\section*{Appendix: Rotational invariance in the separation theorems, and the hyperfine vertex of K $4s$ in a magnetic field}

\subsection*{Where invariance enters}

Let $F_{m_1\dots m_n}$ be a block with $n$ external lines in standard form: a bra line $\langle jm'|$ is converted by the factor $(-1)^{j-m'}$ and the label $-m'$. Phases are Condon--Shortley, so 3jm symbols are real, and Hartree atomic units are used unless stated ($B$ in $\hbar/ea_0^2=2.35\times10^{5}$ T). The theorems of Yutsis, Levinson and Vanagas assume that $F$ is unchanged when all external lines are rotated together. For three lines,
\begin{equation}
F_{m_1m_2m_3}=\sum_{n_1n_2n_3}D^{j_1}_{m_1n_1}(R)D^{j_2}_{m_2n_2}(R)D^{j_3}_{m_3n_3}(R)\,F_{n_1n_2n_3}
\label{inv}
\end{equation}
for every $R$. The left side does not depend on $R$, so the right side may be averaged over the group with unit total measure. The average of three $D$ matrices is a product of two 3jm symbols, hence
\begin{equation}
F_{m_1m_2m_3}=\begin{pmatrix}j_1&j_2&j_3\\ m_1&m_2&m_3\end{pmatrix}C,\qquad
C=\sum_{n}\begin{pmatrix}j_1&j_2&j_3\\ n_1&n_2&n_3\end{pmatrix}F_{n_1n_2n_3},
\label{three}
\end{equation}
with no sum over momenta and no weight. For $n$ lines the average is the projector on all invariants. These are spanned by trees $T^{x}$ of $n-2$ nodes with $n-3$ internal momenta, orthogonal with squared norm $\prod_i(2x_i+1)^{-1}$, so that $F=\sum_x\prod_i(2x_i+1)\,T^xC_x$ with $C_x=\sum_mT^x_mF_m$. For four lines,
\begin{equation}
T^x_{m_1m_2m_3m_4}=\sum_\mu(-1)^{x-\mu}\begin{pmatrix}j_1&j_2&x\\ m_1&m_2&-\mu\end{pmatrix}\begin{pmatrix}x&j_3&j_4\\ \mu&m_3&m_4\end{pmatrix}.
\label{tree}
\end{equation}
Equation (\ref{inv}) is the only property of the block that is used. Without it, Eq.~(\ref{three}) returns the invariant projection of $F$ and discards the rest.

Write $H_{\rm hf}=\boldsymbol\mu\cdot\mathbf T$ with $\boldsymbol\mu=g_I\mu_N\mathbf I$. Every correlation diagram for K $4s$ (core polarisation, Brueckner-orbital terms and higher orders) is a block $F_{-m',m,q}=(-1)^{1/2-m'}\langle m'|T_q|m\rangle$ on the lines $\tfrac12,\tfrac12,1$. It obeys Eq.~(\ref{inv}) because the Coulomb and Breit interactions are scalars and internal projections are summed over complete subshells. Then $A=g_I\mu_NC/\sqrt{3/2}$, since $\langle\tfrac12\|J\|\tfrac12\rangle=\sqrt{3/2}$.

\subsection*{First order in the field}

A uniform field $\mathbf B$ fixes a direction, and Eq.~(\ref{inv}) holds only if $\mathbf B$ is rotated as well. The linear term, $\delta F=\sum_p(-1)^pB_{-p}\,G_{-m',m,q,p}$, therefore defines an invariant four-line block $G$, and the lines $\tfrac12,\tfrac12$ allow $x=0,1$. The tree $x=1$ is the operator $\mathbf J\cdot(\mathbf I\times\mathbf B)$. It has a real coefficient in a Hermitian effective Hamiltonian and changes sign when $\mathbf J$, $\mathbf I$ and $\mathbf B$ are all reversed, so time reversal sets $C_1=0$. For $x=0$, Eq.~(\ref{tree}) gives $T^0=(-1)^{1/2-m'+q}\delta_{m'm}\delta_{q,-p}/\sqrt6$, and with $\sigma=C_0/\sqrt6$
\begin{equation}
\langle m'|T_q|m\rangle=(-1)^{1/2-m'}\begin{pmatrix}\tfrac12&\tfrac12&1\\ -m'&m&q\end{pmatrix}C+\sigma B_q\,\delta_{m'm}.
\label{first}
\end{equation}
For $q=0$ the first term is odd in $m$ and the second is even, so closing the second with the 3jm node gives zero: $A$ is unchanged at this order. Added to the nuclear Zeeman energy, the new term gives $-(1-\sigma)\boldsymbol\mu\cdot\mathbf B$; it is the magnetic shielding of the nucleus.

The coefficient follows nonrelativistically from $\tfrac12(\mathbf p+\mathbf A)^2$ with $\mathbf A=\tfrac12\mathbf B\times\mathbf r+\alpha^2\boldsymbol\mu\times\mathbf r/r^3$. On the exact ${}^2S_{1/2}$ state $\mathbf L$ gives zero and $\mathbf S$ acts within the doublet, so the Zeeman operator reaches no excited state; its action inside the doublet is the Breit--Rabi mixing, which is no part of the block. Only the term bilinear in the two potentials remains,
\begin{equation}
\frac{\alpha^2}{2}\sum_i\frac{\boldsymbol\mu\cdot\mathbf B-(\boldsymbol\mu\cdot\hat{\mathbf r}_i)(\mathbf B\cdot\hat{\mathbf r}_i)}{r_i},
\end{equation}
and its average over the spherical density is Lamb's formula,
\begin{equation}
\sigma=\frac{\alpha^2}{3}\Big\langle\sum_i\frac1{r_i}\Big\rangle=-\frac{\alpha^2}{3}\frac{\partial E}{\partial Z},
\label{lamb}
\end{equation}
the second form by the Hellmann--Feynman theorem at fixed electron number. Correlation enters through the state alone.

Take as approximate inputs for $^{39}$K $\langle\sum_i r_i^{-1}\rangle\approx75$, $g_I\approx0.261$, $A\approx231$ MHz and a Dirac--Fock value $\approx147$ MHz, which leaves a correlation part $A_c\approx84$ MHz. Then $\sigma=1.3\times10^{-3}$ and $g_I\mu_N/h=1.99$ MHz/T, so the shift per unit $m_I$ is $2.6$ kHz at 1 T. The correlation energy per unit $m_I$ is $A_c|m_J|=42$ MHz, and the ratio is $6\times10^{-5}$, linear in $B$. Relativistic changes of $\sigma$ are of relative order $(Z\alpha)^2=0.02$, which limits these numbers to two figures. The term matters indirectly: a shielded moment $g_I(1-\sigma)$ used in place of $g_I$ lowers a computed $A$ by $0.13\%$, or $0.3$ MHz.

\subsection*{First change of $A$}

At order $B^2$ the block has five lines. The two field lines couple symmetrically, to rank 0 or 2, and the triangle with the hyperfine line then forces electronic rank 1. Two structures survive, $B^2\,\mathbf I\cdot\mathbf J$ and $3(\mathbf I\cdot\mathbf B)(\mathbf J\cdot\mathbf B)-B^2\,\mathbf I\cdot\mathbf J$. They come from the diamagnetic potential
\begin{equation}
\tfrac18B^2r^2\sin^2\theta=\lambda r^2\,[1-P_2(\cos\theta)],\qquad\lambda=B^2/12 .
\end{equation}
For the scalar part, treat the contact interaction and its correlation corrections as short-ranged. They shift the effective quantum number $\nu$ by an amount set inside the core, where $\lambda r^2$ is negligible, so $A\propto\partial E/\partial\nu$. With $E=-1/(2\nu^2)+\lambda\langle r^2\rangle$ and the hydrogenic $s$-state value $\langle r^2\rangle=\nu^2(5\nu^2+1)/2$ continued to non-integer $\nu$,
\begin{equation}
\frac{\delta A}{A}=\lambda\nu^3\frac{d\langle r^2\rangle}{d\nu}=\lambda\,(10\nu^6+\nu^4).
\label{second}
\end{equation}
Hydrogen $1s$ tests this. The first-order function $\psi_0\lambda(f+gP_2)$ has $f=\tfrac{11}2-r^2-r^3/3$ and $g=r^2/2+r^3/3$, so $|\psi(0)|^2$ grows by the fraction $11\lambda$, as Eq.~(\ref{second}) gives at $\nu=1$. The contact factor $\tfrac{8\pi}3|\psi(0)|^2$ changes by $88\lambda/3$, while the dipolar factor of $I_zS_z$ is $\langle2P_2/r^3\rangle=\tfrac45\lambda\langle g/r^3\rangle=2\lambda/3$, which is $44$ times smaller. In K the tensor term should weigh less still, because the $d$ admixture hardly penetrates the core.

An approximate ionisation energy of $4.34$ eV gives $\nu=1.77$ and $10\nu^6+\nu^4=3.2\times10^2$. At 1 T, $\lambda=1.5\times10^{-12}$, so $\delta A/A\approx5\times10^{-10}$ and $\delta A\approx0.1$ Hz, good to one figure since the field response of the core and the tail of the polarisation potential are left out. In this model $A_c$ changes by the same fraction.